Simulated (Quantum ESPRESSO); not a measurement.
# Decay constant across the gap of rock salt MgO along [001] at two lattice constants, from PBE complex bands

We calculate the complex bands of ideal rock salt MgO along [001] with PBE at cubic lattice constants of 4.047 and 4.26 Å. The question is how the decay constant of the slowest evanescent state runs from the valence-band top to the conduction-band bottom, and what a change of lattice constant does to that curve. In a tunnel barrier the transmitted current falls roughly as exp(−2κd), with κ the decay constant and d the thickness, so a small change in κ matters even for a film of a few atomic layers. Energies are counted from the highest filled level, and the place in the gap is that energy divided by the gap of the same lattice constant. The two-band Franz form serves as the reference curve.

## How the numbers were made

Ideal rock salt MgO at set cubic lattice constants, not relaxed (a = 4.047 angstrom, GBRV ultrasoft: gap 6.03 eV; a = 4.26 angstrom, GBRV ultrasoft: gap 4.44 eV). Program: Quantum ESPRESSO 7.5, plane waves, PBE, GBRV ultrasoft pseudopotentials, cutoffs 40 Ry for waves and 200 Ry for the density, fixed occupations, scalar-relativistic, no spin polarisation, no spin-orbit coupling; k meshes of 8 divisions in the plane and 6 along the axis. Complex bands along [001] come from pwcond with energy window 4 Ry, basis threshold 1e-05 and 7 subslabs a slab at the in-plane wavevectors (0, 0), (1/2, 0), (1/2, 1/2) and (1/4, 0) of the zone of the tetragonal cell with in-plane edges a/sqrt(2), on 40 energies in steps of 0.23 eV. The gap is that of the self-consistent k mesh. The rows are a selection of the grid energies, spread over the range, with the largest value of each line among them; narrow features between rows aren't shown. The same in all rows: in-plane wavevector of the slowest state: zone centre.

- place in gap: energy over the valence-band top divided by the gap of that line.
- energy (eV): energy over the highest filled level of the k mesh.
- Franz form (1/Å): two-band Franz form 2 kappa_mid sqrt(f (1 - f)), f the place in the gap and kappa_mid that line's decay constant interpolated to mid-gap.
- decay constant (1/Å): decay constant Im kz of the slowest evanescent state along [001] at this energy, least over the listed wavevectors.

Input lines of one member:

```
&inputcond
  ikind = 0
  ewind = 4.0
  epsproj = 1e-05
  nz1 = 7
  energy0 = 6.9
  denergy = -0.23
/
4
  0.00000000 0.00000000 1.00000000
  0.50000000 0.00000000 1.00000000
  0.50000000 0.50000000 1.00000000
  0.25000000 0.00000000 1.00000000
40
```

Command (options for logging and memory left out): `mpirun -n 2 pwcond.x -in cbs.in > cbs.out`

## The series

| member | lattice constant | place in gap | energy (eV) | Franz form (1/Å) | decay constant (1/Å) |
| --- | --- | --- | --- | --- | --- |
| 0.46 eV | a = 4.047 angstrom | 0.076 | 0.46 | 0.209 | 0.215 |
| 2.07 eV | a = 4.047 angstrom | 0.344 | ? | ? | ? |
| 2.99 eV | a = 4.047 angstrom | 0.496 | 2.99 | 0.393 | 0.393 |
| 3.91 eV | a = 4.047 angstrom | 0.649 | 3.91 | 0.375 | 0.374 |
| 5.52 eV | a = 4.047 angstrom | 0.916 | 5.52 | 0.218 | 0.218 |
| 0.23 eV | a = 4.26 angstrom | 0.052 | 0.23 | 0.141 | 0.147 |
| 1.61 eV | a = 4.26 angstrom | 0.362 | 1.61 | 0.306 | 0.309 |
| 2.07 eV | a = 4.26 angstrom | 0.466 | ? | ? | ? |
| 2.76 eV | a = 4.26 angstrom | 0.621 | 2.76 | 0.309 | 0.307 |
| 4.14 eV | a = 4.26 angstrom | 0.931 | 4.14 | 0.161 | 0.158 |

Cells marked ? are withheld until the estimate has been made.

Least-squares fits to the members shown, with x = place in gap; R² in the fitted variables, residuals in the unit of y:

| y | lattice constant | members | fit | R² | rms residual | leave-one-out rms | standard deviation of y |
| --- | --- | --- | --- | --- | --- | --- | --- |
| decay constant (1/Å) | a = 4.047 angstrom | 4 | y = 0.14409 + 1.0066 x − 1.0102 x² | 1.00 | 0.0014 | 0.019 | 0.097 |
| decay constant (1/Å) | a = 4.26 angstrom | 4 | y = 0.1045 + 0.8775 x − 0.8816 x² | 1.00 | 0.0018 | 0.013 | 0.090 |

## Reading the trend

At both lattice constants the decay constant is small near the band edges and larger inside the gap. At 4.047 Å it rises from 0.215 1/Å at place 0.076 to 0.393 1/Å at 0.496, then falls to 0.218 1/Å at 0.916. Such an arch is expected when one complex band joins the two edges. Along [001] the oxygen p state that points along the axis couples to the s-like conduction state, and the decay constant must vanish where the loop meets either real band.

The Franz form follows the rows to within 0.006 1/Å. The largest departures are on the valence side, where the calculated decay is the faster one. A valence edge somewhat heavier than the conduction edge would have this sign.

The larger lattice constant lowers the arch. Its mid-gap height follows from the Franz column, with 1 − 0.649 = 0.351 and 1 − 0.621 = 0.379 as the factors 1 − f: 0.375 / (2 × √(0.649 × 0.351)) = 0.393 1/Å at 4.047 Å and 0.309 / (2 × √(0.621 × 0.379)) = 0.318 1/Å at 4.26 Å, a ratio of 0.318 / 0.393 = 0.81. The gap shrinks from 6.03 to 4.44 eV, a ratio of 4.44 / 6.03 = 0.736. In the two-band model the mid-gap decay constant goes as √(m × gap), with m the effective mass. At fixed mass the ratio would be √0.736 = 0.86, so the gap accounts for most of the drop. The rest corresponds to a mass smaller by a factor 0.81² / 0.736 = 0.89, which has the expected sign, since bands that repel across a narrower gap are lighter.

For a barrier 10 Å thick with the Fermi level at mid-gap, the difference in exponent is 2 × (0.393 − 0.318) × 10 = 1.5, or a current four to five times larger at the larger lattice constant. PBE makes the gap too small, and the decay constants with it, so real barriers should attenuate more strongly than these numbers say.

## Blind estimate

Plain estimates from the members shown:

- 2.07 eV (a = 4.26 angstrom), fit at x = 0.466: 0.322 1/Å
- 2.07 eV (a = 4.26 angstrom), straight-line interpolation between 1.61 eV and 2.76 eV: w = (0.466 − 0.362) / (0.621 − 0.362) = 0.402, so 0.309 + 0.402 × (0.307 − 0.309) = 0.308 1/Å

The row at 2.07 eV and 4.26 Å lies at place 0.466, close to the top of the arch. The straight line between its neighbours, 0.308 1/Å, cuts beneath a curve that bends downward and must be too low. The parabola, 0.322 1/Å, has the wrong shape near the band edges, where the decay constant rises as a square root, and its leave-one-out error is 0.013 1/Å. We therefore use the Franz form, with a correction interpolated from the neighbouring rows.

The Franz column gives a mid-gap height of 0.309 / (2 × √(0.621 × 0.379)) = 0.3185 1/Å at 4.26 Å, with one more figure kept than above. With 1 − 0.466 = 0.534, the form yields 2 × 0.3185 × √(0.466 × 0.534) = 0.318 1/Å. The calculated values differ from the form by 0.309 − 0.306 = +0.003 at place 0.362 and by 0.307 − 0.309 = −0.002 at 0.621. Interpolated to 0.466, the correction is 0.003 − 0.402 × 0.005 = +0.001, which brings the estimate to 0.319 1/Å.

The same route can be tried on the 2.99 eV row at 4.047 Å. There the departures of +0.006 at place 0.076 and −0.001 at 0.649 interpolate to +0.001, giving 0.393 + 0.001 = 0.394 against the calculated 0.393 1/Å. This is a lenient test, since the form is scaled at mid-gap, where that row lies. The miss of 0.001, which is also about what rounding in the columns allows, is taken as the error.

**Committed estimate, 2.07 eV (a = 4.26 angstrom): decay constant = 0.319 ± 0.001 1/Å.**

## The answer

| member | lattice constant | place in gap | energy (eV) | Franz form (1/Å) | decay constant (1/Å) |
| --- | --- | --- | --- | --- | --- |
| 2.07 eV | a = 4.047 angstrom | 0.344 | 2.07 | 0.373 | 0.375 |
| 2.07 eV | a = 4.26 angstrom | 0.466 | 2.07 | 0.317 | 0.318 |

| member | estimate | decay constant (1/Å) | computed | estimate − computed | miss in error bars |
| --- | --- | --- | --- | --- | --- |
| 2.07 eV (a = 4.26 angstrom) | committed | 0.319 | 0.318 | +0.001 | 1.0 |
| 2.07 eV (a = 4.26 angstrom) | fit | 0.322 | 0.318 | +0.004 |  |
| 2.07 eV (a = 4.26 angstrom) | interpolation | 0.308 | 0.318 | −0.010 |  |

The computed decay constant is 0.318 1/Å, so our 0.319 is too high by 0.001, exactly one error bar. It did better than the parabola, which is 0.004 too high, and the straight line, which is 0.010 too low because it cuts under the arch.

The correction to the Franz form was right: we took +0.001, and the columns give 0.318 − 0.317 = +0.001. The miss came from the mid-gap height, which we worked back from a rounded entry and which put the form at 0.318 instead of 0.317.

The agreement is only a weak test of the two-band picture. The Franz column is scaled to the calculated decay constant at mid-gap, and this row lies only 4.44 / 2 − 2.07 = 0.15 eV below that point. That is less than one energy step, so the interpolation to mid-gap already draws on this row, and the estimate was not fully independent of the answer. The rows farther from mid-gap test the shape better. There the calculated decay is slightly above the form on the valence side and equal to it or slightly below on the conduction side, as a somewhat heavier valence edge would make it.

## Outliers

Least-squares fits to the whole series, with x = place in gap; R² in the fitted variables, residuals in the unit of y:

| y | lattice constant | members | fit | R² | rms residual | leave-one-out rms | standard deviation of y |
| --- | --- | --- | --- | --- | --- | --- | --- |
| decay constant (1/Å) | a = 4.047 angstrom | 5 | y = 0.14446 + 1.0125 x − 1.0178 x² | 1.00 | 0.0020 | 0.0050 | 0.090 |
| decay constant (1/Å) | a = 4.26 angstrom | 5 | y = 0.1049 + 0.8695 x − 0.8733 x² | 1.00 | 0.0021 | 0.011 | 0.087 |

Largest departures from the fit to the whole series:

| member | lattice constant | decay constant (1/Å) | fit | computed − fit | in rms residuals |
| --- | --- | --- | --- | --- | --- |
| 1.61 eV | a = 4.26 angstrom | 0.309 | 0.305 | +0.004 | 1.8 |
| 2.99 eV | a = 4.047 angstrom | 0.393 | 0.396 | −0.003 | 1.7 |
| 2.07 eV | a = 4.047 angstrom | 0.375 | 0.372 | +0.003 | 1.4 |
| 2.07 eV | a = 4.26 angstrom | 0.318 | 0.320 | −0.002 | 1.2 |

No row stands out physically: the largest departure from the parabolas is 0.004 1/Å, at 1.61 eV and 4.26 Å. The signs mostly reflect the fitted shape, since a square-root arch is flatter at the top than a parabola and so lies below it near mid-gap and above it on the shoulders. At 1.61 eV the valence-side asymmetry adds to this, as the calculated value is also 0.003 1/Å above the Franz form.

## Conclusions

Between places 0.052 and 0.931 in the gap, the Franz form reproduces all ten rows to within 0.006 1/Å once the mid-gap decay constant is known. Another energy between the outermost rows of either lattice constant can be estimated about as well, provided the curve has no narrow feature between the rows.

For the ideal crystal in PBE, with the Fermi level near mid-gap, a tenfold drop in current takes a thickness of ln 10 / (2κ), with ln 10 = 2.303: 2.303 / (2 × 0.393) = 2.9 Å of MgO at the smaller lattice constant and 2.303 / (2 × 0.318) = 3.6 Å at the larger.

Two omissions matter as much as the change of lattice constant, and they can work against each other. PBE gaps are too small; a gap larger by half would raise the decay constant by a factor √1.5 = 1.2 at fixed mass and fixed place in the gap. The band line-up at a real interface sets that place, and a Fermi level near a band edge lowers the decay: at 4.047 Å it falls from 0.393 1/Å near mid-gap to 0.215 1/Å at place 0.076. Even with the larger gap, the latter would only reach 1.2 × 0.215 = 0.26 1/Å.

We were therefore wrong to conclude, when reading the trend, that real barriers should attenuate more strongly than these numbers say. The gap error alone supports that only for an ideal barrier with the Fermi level at the same place in the gap. In a real junction the line-up may differ, and defects or thin spots can let more current through. Whether such a barrier attenuates more or less than the tables suggest can't be decided from bulk bands.

[On method and selection: Bulk complex bands leave out the interface: band line-up, symmetry matching to an electrode and image charges. The decay constants on the energy grid were kept to three decimals in 1/angstrom; interpolated values carry no more. Runs in which pwcond's reduced basis gave spurious channels inside the gap were left out. Runs that failed checks of pwcond against itself, whose gap is too narrow for the energy step, or whose stored transmission had to be rebuilt from the program's table, are left out. Runs that did not converge, have known faults or may not be shown are not listed, and runs on Ansatz's PAW sets soft_1 and soft_2 are kept to separate tables. Tables of this kind whose fit explains under a quarter of the variance weren't written up, so the strength of the trend here is selected. Up to three of the lattice constants or thicknesses that were run are shown, from the ends and the middle of the range. Systems with elements from V to Ni or with open 4f shells were left out wherever spin was off.]

[Logs are printed without paths, hosts, clocks, repeated set-up lines and the standing remarks that a program may print on its own settings, such as how far it seeks lower states.]
